Nine valence electrons hold Ga3 together, six in levels built from 4s and three in levels built from 4p, and the spin state depends on those three. In the doublet two of them pair in the out-of-plane π orbital and the third sits in an in-plane orbital, so one pair of the three has parallel spins. The quartet is taken here, by standard counting and without a check on its orbitals, to put one electron in each of three orbitals, which makes three parallel pairs. Turning up exact exchange in PBE shifts the balance towards the quartet by about a quarter of a kJ/mol per percent. The whole sweep moves the gap by 12 kJ/mol, enough to reverse the order of the states.

Ansatz 0.2.0, unrestricted Kohn-Sham calculations with PBE and a varying share of exact exchange, def2-TZVP basis, for neutral, isolated Ga3. The spin gap is the energy of the quartet (multiplicity 4) minus that of the doublet (multiplicity 2), without dispersion, each state at its own fixed geometry (PBE-D4/def2-TZVP for the doublet).

```
exact exchange (%)  spin gap (kJ/mol)
                 0              3.900
                 5              2.700
                10              1.500
                15              0.300
                25             -2.200
                35             -4.700
                50             -8.000
```

The spin gap is the energy of the quartet minus that of the doublet, so a positive value means the doublet is lower. It falls at every step and changes sign between 15 and 25 %. Each state has its own shape: the doublet is an almost equilateral triangle, while the quartet opens one side to 3.24 Å and one angle to 77°. The gap therefore contains a change of bonding and is not a vertical spin flip.

The first explanation is exchange bookkeeping. With a the share of exact exchange, each state has E(a) = E_PBE + a(Ex,exact − Ex,PBE), minimised over the orbitals. Because the energy is stationary in the orbitals, dE/da equals the bracket, and the slope of the gap is the quartet's bracket minus the doublet's. Theory argues the sign: semilocal exchange tends to undervalue the exchange between parallel spins in different orbitals, and it imitates the correlation that keeps two paired electrons apart in a delocalised bond. Mixing restores the first and removes the second, and both changes favour the state that has broken a pair.

This picture predicts a straight line as long as the two brackets drift together. The doublet's own energy is far from straight, for its slope steepens from −10.07 to −11.31 kJ/mol per %, a downward bend that the minimisation guarantees and that tests nothing. The slope of the gap is only 2.3 % of the doublet's mean slope and hardly changes over the same rows, so the quartet must bend almost identically. A likely but untested reason is that most of the bend belongs to the inner shells, which both states share.

A line was fitted to the six rows up to 35 %, over which the doublet keeps the same occupation: gap = 3.94 − 0.2459a, in kJ/mol with a in percent. It meets these rows within 0.05 kJ/mol, which is the rounding of the table. Setting it to zero gives the crossing at a = 3.94/0.2459 = 16 %.

The last row was not part of that fit, and the line fails there. It gives 3.94 − 0.2459 × 50 = −8.36 kJ/mol, which lies 0.36 kJ/mol below the computed value and well outside the rounding. The main cause is a change of state. At 50 % the doublet falls to another solution, with a different ⟨S²⟩, and the energy it gains by doing so accounts for nearly all of the deviation. A lower doublet raises the gap, so the last row does not compare the same two states as the rows before it. The small remainder could come from orbital relaxation or the fixed structures, since the doublet keeps its PBE-D4 geometry and already feels an inward force in the PBE0 row; neither is tested.

The tempting explanation is borrowed from ligand-field theory: high spin wins when the spacing to the empty orbital shrinks. The doublet's orbital energies run against it. The spacing from the highest occupied level to the lowest empty α level grows from 0.53 eV with no exact exchange to 2.37 eV at 35 %. It moves the opposite way to the spin gap and 21 times as fast. The output does not name the highest occupied level, which may not be the π level that the quartet half empties.

The widening is standard physics of exact exchange. An electron in an empty level feels all the electrons present, including the one that a real excitation would have removed, so the orbital spacing Δε is too large by about aJ, where J is the Coulomb repulsion between the two orbitals. The excitation energy is roughly Δε − aJ, so most of the widening cancels out of it. Orbital energies therefore rule out a shrinking orbital spacing, but they cannot show how the real cost of promotion changes. Scaled to full exact exchange the widening is 5.3 eV, and two point charges one bond length apart repel by 5.7 eV, which agrees in size and no more than that. The spin gap scaled the same way moves by only 0.25 eV, an exchange-sized remainder once the Coulomb-sized term has cancelled.

The third explanation is spin contamination, and its sign depends on the comparison. An unrestricted doublet with quartet weight w = (⟨S²⟩ − 0.75)/3 lies above its own doublet part by wΔ, where Δ is the height of the admixed quartet, a picture that is only heuristic for Kohn-Sham determinants. This raises the doublet and lowers the gap, as the trend requires. Measured against a restricted doublet the sign is opposite, since the freedom to mix can only lower the energy. The weight is small, rising from 0.23 % to 0.94 % over the six rows, and it grows faster than linearly. A fit of the gap to w alone misses by up to 0.51 kJ/mol, ten times the rounding, so contamination with a constant Δ is not the whole trend.

It can still add to the exchange term. With Δ up to 2 eV a line minus wΔ fits the gap within the rounding and assigns contamination up to 16 % of the fall, while at 3 eV, a share of 24 %, the misfit exceeds the rounding. This bound treats the exchange term as exactly linear, so it is indicative only. It also treats the quartet as spin-pure, which the quartet's computed ⟨S²⟩ nearly bears out at every share, so the quartet's own contamination can play only a small part in the gap. The runs themselves raise no warning of spin contamination; the general warning that accompanies the data rests on tests on other systems. The residuals of all fits stand in the output below.

The numbers thus reject a shrinking orbital spacing, leave contamination as a possible part that the fits suggest is minor, and are consistent up to 35 % with exchange bookkeeping, whose cause remains argued and not shown. They do not settle the ground spin, because a span of 12 kJ/mol is within ordinary functional error. The calculation leaves out spin-orbit coupling, zero-point motion and apparently scalar relativity, and either state may have a lower solution of the same spin or, because the structures come from short searches, a lower shape. Small gallium clusters may occur in the growth of III-V layers, and a spin state computed for this one reflects the chosen exchange share until a higher level confirms it.

The analysis program printed:

```
doublet: sides 2.52 2.53 2.53 A, widest angle 60 deg
quartet: sides 2.58 2.59 3.24 A, widest angle 77 deg
force on one doublet atom at 25 %: 0.056 eV/A
gap span 11.9 kJ/mol = 0.123 eV; rounding +-0.05 kJ/mol
interval slopes (kJ/mol per %), with rounding limit:
  0-5 %: -0.240 +- 0.020
  5-10 %: -0.240 +- 0.020
  10-15 %: -0.240 +- 0.020
  15-25 %: -0.250 +- 0.010
  25-35 %: -0.250 +- 0.010
  35-50 %: -0.220 +- 0.007
sign change by interpolation: 16.2 %
A line, all rows: 3.88 -0.2403*a kJ/mol, zero at 16.1 %
A line, 0-35 % (state known): 3.94 -0.2459*a, zero at 16.0 %
residuals (kJ/mol): a | A all rows | A 0-35 % | C alone | quartet weight %
   0 | +0.02 | -0.04 | +0.51 | 0.23
   5 | +0.02 | -0.01 | +0.08 | 0.29
  10 | +0.03 | +0.02 | -0.23 | 0.37
  15 | +0.03 | +0.05 | -0.39 | 0.46
  25 | -0.07 | +0.01 | -0.36 | 0.67
  35 | -0.17 | -0.03 | +0.38 | 0.94
  50 | +0.14 | +0.36 | not given (A 0-35 % predicts here)
worst: A all 0.17, A 0-35 % 0.05, C alone 0.51 kJ/mol
slope x 100 %: -24.6 kJ/mol = -0.25 eV
doublet energy slopes (kJ/mol per %): -10.07 -10.30 -10.54 -10.86 -11.31
gap slope is 2.3 % of mean doublet slope -10.75
B HOMO to lowest empty alpha (eV) at 0,5,10,15,35 %: 0.53 0.79 1.05 1.31 2.37
B slope +5.09 kJ/mol per %, ratio to gap slope -21
B widening x 100 %: 5.3 eV; point-charge e^2/R: 5.7 eV
C alone needs admixed quartet 12.3 eV above the doublet
A plus C, fall 0-35 % is 8.6 kJ/mol; assumed height | share of C | worst residual
  0 eV | 0 % | 0.050 kJ/mol
  1 eV | 8 % | 0.018 kJ/mol
  2 eV | 16 % | 0.048 kJ/mol
  3 eV | 24 % | 0.088 kJ/mol
  5 eV | 40 % | 0.168 kJ/mol
  8 eV | 64 % | 0.288 kJ/mol
```
